Restacking iridium's close-packed layers costs less than a tenth of an electronvolt per atom, leaving close packing costs several tenths, and opening the structure to simple cubic or diamond, with six or four neighbours, costs a little over one. Fewer neighbours mean weaker binding, but far less so than counting bonds suggests. Among the dense structures bcc stands out: the expected cause of its high cost is the filling of the d band, not the room per atom.

Structures of iridium, computed with Ansatz 0.2.0 using plane-wave PAW DFT (PBEsol, scalar-relativistic, not spin-polarized, 420 eV cutoff, 0.1 eV Gaussian smearing). Cell and atoms were relaxed at zero pressure, keeping the starting symmetry. Energies are relative to the lowest structure in the table, without zero-point motion.

```
   found from  space group number  atoms in cell  volume per atom (Å³)  over lowest (meV/atom)
database cell                 225              1                 14.05                     0.0
      La type                 194              4                 14.08                    37.0
      Sm type                 166              3                 14.09                    52.0
database cell                 194              2                 14.11                    78.0
      Ti type                 191              3                 14.48                   362.0
 changed type                  69              2                 14.85                   389.0
 changed type                 139              2                 15.52                   436.0
       W type                 223              8                 14.62                   562.0
      Sn type                 191              1                 15.36                   625.0
       W type                 229              1                 14.56                   686.0
      Sn type                 141              2                 15.67                   755.0
       B type                 166             12                 19.50                   977.0
      Ca type                 221              1                 16.39                  1103.0
      Si type                 227              2                 20.85                  1209.0
      Si type                 194              4                 20.97                  1266.0
 changed type                 194              4                 18.62                  1652.0
```

The column "over lowest" is the energy per atom above fcc, the first row. A name such as "Si type" means iridium atoms placed in an arrangement known from silicon. "Changed type" marks a structure that relaxed away from its start: number 69 began as black phosphorus and ended among the dense rows. The differences and ratios used below are collected in the output after this text.

**The first four rows: one packing, four stackings.** In fcc (225), the La type, the Sm type and hcp (194, two atoms), every atom has twelve near neighbours and almost the same volume. What changes is the share of layers whose two neighbouring layers sit in the same position, called hexagonal layers: none in fcc, half in the La type, two thirds in the Sm type, all in hcp. The La type costs 0.47 of the hcp energy and the Sm type 0.67, so the cost follows this share closely. Each hexagonal layer therefore adds nearly the same amount, whatever the stacking farther away. Spin-orbit coupling, strong in so heavy an element, is left out, and the PAW datasets were made for the functional PBE, not PBEsol; the effect of either on these small differences is untested.

**The middle rows: dense but costly.** The next structure, the Ti type (191, three atoms), lies 284 meV/atom above hcp although it is only slightly less dense. The W type 229, which is bcc, shows the point most sharply. Its volume is just 4% above that of fcc, yet it costs more than half as much as the diamond arrangement, whose volume is 48% above that of fcc. Four less dense structures even lie below bcc, so volume cannot be what sets its energy.

Theory finds the cause in the d electrons. Neighbouring d orbitals combine into a band whose lower states bind and whose upper states weaken the binding. An empty or a full band gives no preference for any structure, so the choice depends on how far the band is filled. In bcc the band has a deep valley near its middle; tungsten, with a nearly half-filled band, fills the states below the valley and gains from it. Iridium has about three more electrons per atom, which must go into the states above the valley, and for that filling fcc has the lower total.

The same reasoning suits the other W type (223), which also belongs to metals near half filling. Its atoms have twelve or fourteen neighbours, yet it costs 562 meV/atom, so a high neighbour count alone does not secure a low energy. Its chains of atoms only 2.45 Å apart, against 2.71 Å in fcc, may add to the cost. Bcc iridium is known to be mechanically unstable; the relaxation kept its symmetry, so that row is no phase one could expect to prepare.

**The open rows: fewer but stronger bonds.** Simple cubic (Ca type) leaves each atom six neighbours and the diamond arrangement (Si type 227) four. Suppose first that every bond kept its strength. With $E_\mathrm{coh}$ the energy that binds an atom in fcc, roughly 7 eV as a recalled value, and $Z$ the number of neighbours, the cost would be

$$\Delta E = E_\mathrm{coh}\left(1-\frac{Z}{12}\right).$$

For $Z=4$ this is two thirds of 7 eV, or 4.7 eV. The calculation gives 1.2 eV, about a quarter of that, and for simple cubic the estimate is too high by a factor of three.

The opposite limit is a metal whose bonds strengthen just enough to make up for each one lost, so that opening the structure costs nothing. Iridium lies nearer to this limit, since the diamond arrangement gives up only about a sixth of the binding. At a fixed distance the width of a d band, and the binding with it, grows only roughly as the square root of the neighbour number, so each remaining bond gains when others are removed. With fewer neighbours to repel it, an atom also moves closer to those that remain: the nearest distance falls from 2.71 Å in fcc to 2.54 Å in simple cubic and 2.38 Å in diamond.

**Two rows out of step.** The B type takes 19% more volume than simple cubic but lies 126 meV/atom lower. In the boron pattern the atoms form hollow cages of twelve, and each atom has six or seven near neighbours, no fewer than in simple cubic. If the cages survive in iridium, the extra volume is mostly empty space in and between them and need not cost any bonds; this is a guess. The last row is the highest although it is denser than both Si types. It relaxed away from its starting structure, and the preserved symmetry may hold it at an unfavourable arrangement, which is untested. All rows were computed without magnetic moments, which could lower some of the open structures.

Printed output of the fit:

```
dhcp cost over hcp cost (hexagonal layer share 1/2): 0.4744
9R cost over hcp cost (hexagonal layer share 2/3): 0.6667
gap from hcp up to omega, meV/atom: 284
rank correlation of volume and energy, all rows: 0.9324
volume of bcc above fcc, percent: 3.63
volume of diamond type above fcc, percent: 48.4
bcc cost as percent of diamond-type cost: 56.74
bcc above omega, meV/atom: 324
bcc above the changed type 139, meV/atom: 250
nearest distance in fcc (12 neighbours), angstrom: 2.709
nearest distance in bcc (8 neighbours, 6 more farther out), angstrom: 2.664
nearest distance in simple cubic (6 neighbours), angstrom: 2.54
nearest distance in diamond type (4 neighbours), angstrom: 2.384
shortening from fcc to diamond type, percent: 12
shortest contact in the A15 form, angstrom: 2.445
simple cubic cost if energy per bond were fixed, eV/atom: 3.5
diamond-type cost if energy per bond were fixed, eV/atom: 4.667
rough energy per bond in fcc, eV: 1.167
rough energy per bond in diamond type, eV: 2.896
hexagonal diamond (Si type 194) above diamond type, meV/atom: 57
simple cubic above boron type, meV/atom: 126
volume of boron type above simple cubic, percent: 18.97
last row above hexagonal diamond, meV/atom: 386
```
